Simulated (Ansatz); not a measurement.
## InPt3: pressure against volume per atom

All results are calculated (Ansatz 0.2.0). Periodic Kohn-Sham DFT of a crystal at fixed atoms; pressure and stress are positive in compression; the energy is the free energy less that of spherical unpolarised free atoms; site moments are those in the method's own spheres, positive along +z.

Cell of the first row (space group Pm-3m, No. 221):
```
cell vectors (Å)
   3.9066     0.0000     0.0000
   0.0000     3.9066     0.0000
   0.0000     0.0000     3.9066
atoms (fractions of the cell vectors)
In  0.00000  0.00000  0.00000
Pt  0.50000  0.50000  0.00000
Pt  0.00000  0.50000  0.50000
Pt  0.50000  0.00000  0.50000
```

Settings of every row: method all-electron PAW; functional PBEsol; relativity scalar; k mesh 10x10x10; filling fermi-dirac; smearing width 0.05 eV; nucleus gaussian.

Atom start moment: 0 on all atoms.

Limits: no spin-orbit coupling on heavy atoms.

| row | volume per atom (Å³) | pressure (GPa) |
| --- | --- | --- |
| 1 | 14.905 | 17.8 |
| 2 | 15.222 | 11.43 |
| 3 | 15.539 | 5.807 |
| 4 | 15.698 | 3.248 |
| 5 | 15.856 | 0.846 |
| 6 | 16.015 | -1.41 |
| 7 | 16.174 | ? |
| 8 | 16.491 | -7.373 |
| 9 | 16.808 | -10.754 |

Question: what pressure should row 7 give?

Worked fit of pressure. Take u = (V_r/V)^(2/3) − 1 with V_r = 15.777 Å³ an atom, which is twice the finite (Eulerian) strain; such expansions in the strain, on which the Birch-Murnaghan equation of state is built, carry the rest volume and the bulk modulus. The shown rows have u = 0.03863, 0.02416, 0.01018, 0.00335, -0.00332, -0.00993, -0.02908, -0.04132. Least squares give pressure = 2.0284 + 358.394 × u + 1241.27 × u² + 1298 × u³ GPa; a parabola predicts inner rows, each left out in turn, worse (root mean square 0.02 against 0.005 GPa). The rows lie off it by 0.000, 0.000, 0.000, 0.005, -0.006, -0.001, 0.003, -0.001 (root mean square 0.003 GPa). The pressure vanishes at u = -0.0058, or V = 15.91 Å³ an atom, and there the bulk modulus at fixed shape and fractions is B = −V dP/dV = (2/3)(1 + u) dP/du = 228 GPa. The withheld row has u = -0.01643, so the fit gives 2.0284 + 358.394 × (-0.01643) + 1241.27 × (-0.01643)² + 1298 × (-0.01643)³ = -3.531 GPa.

The calculation gave -3.527 GPa. The fit lies 0.004 GPa (0.014 % of the column's range) below it; its largest miss of a shown row is 0.006 GPa.
